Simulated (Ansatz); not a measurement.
## Pb: pressure against volume per atom

All results are calculated (Ansatz 0.2.0). Periodic Kohn-Sham DFT of a crystal at fixed atoms; pressure and stress are positive in compression; the energy is the free energy less that of spherical unpolarised free atoms; site moments are those in the method's own spheres, positive along +z.

Cell of the first row (space group P6_3/mmc, No. 194):
```
cell vectors (Å)
   3.4090     0.0000     0.0000
  -1.7045     2.9522     0.0000
   0.0000     0.0000     5.4759
atoms (fractions of the cell vectors)
Pb  0.33333  0.66667  0.25000
Pb  0.66667  0.33333  0.75000
```

Settings of every row: method frozen-core PAW; functional PBEsol; relativity scalar; k mesh 14x14x8; filling fermi-dirac; smearing width 0.08 eV; wave cutoff 420 eV; paw set soft_2.

Atom start moment: 0 on all atoms.

Limits: PAW files made with PBE; no spin-orbit coupling on heavy atoms.

| row | volume per atom (Å³) | pressure (GPa) |
| --- | --- | --- |
| 1 | 27.555 | 4.694 |
| 2 | 28.141 | 3.311 |
| 3 | 28.727 | ? |
| 4 | 29.021 | 1.519 |
| 5 | 29.314 | 0.988 |
| 6 | 29.607 | 0.487 |
| 7 | 29.9 | 0.014 |
| 8 | 30.486 | -0.853 |
| 9 | 31.073 | -1.627 |

Question: what pressure should row 3 give?

Worked fit of pressure. Take u = (V_r/V)^(2/3) − 1 with V_r = 29.46 Å³ an atom, which is twice the finite (Eulerian) strain; such expansions in the strain, on which the Birch-Murnaghan equation of state is built, carry the rest volume and the bulk modulus. The shown rows have u = 0.04557, 0.03101, 0.01006, 0.00332, -0.00331, -0.00983, -0.02256, -0.03491. Least squares give pressure = 0.7344 + 75.519 × u + 235.86 × u² + 297 × u³ GPa; a parabola predicts inner rows, each left out in turn, worse (root mean square 0.0047 against 0.0011 GPa). The rows lie off it by 0.000, -0.001, 0.001, 0.000, 0.000, -0.001, 0.000, 0.000. The pressure vanishes at u = -0.0100, or V = 29.91 Å³ an atom, and there the bulk modulus at fixed shape and fractions is B = −V dP/dV = (2/3)(1 + u) dP/du = 46.8 GPa. Letting shape and atoms relax would as a rule lower it, by much in layered, chain or molecular crystals. The withheld row has u = 0.01694, so the fit gives 0.7344 + 75.519 × (0.01694) + 235.86 × (0.01694)² + 297 × (0.01694)³ = 2.083 GPa.

The calculation gave 2.082 GPa. The fit lies 0.001 GPa (0.016 % of the column's range) above it, one unit of the last digit.
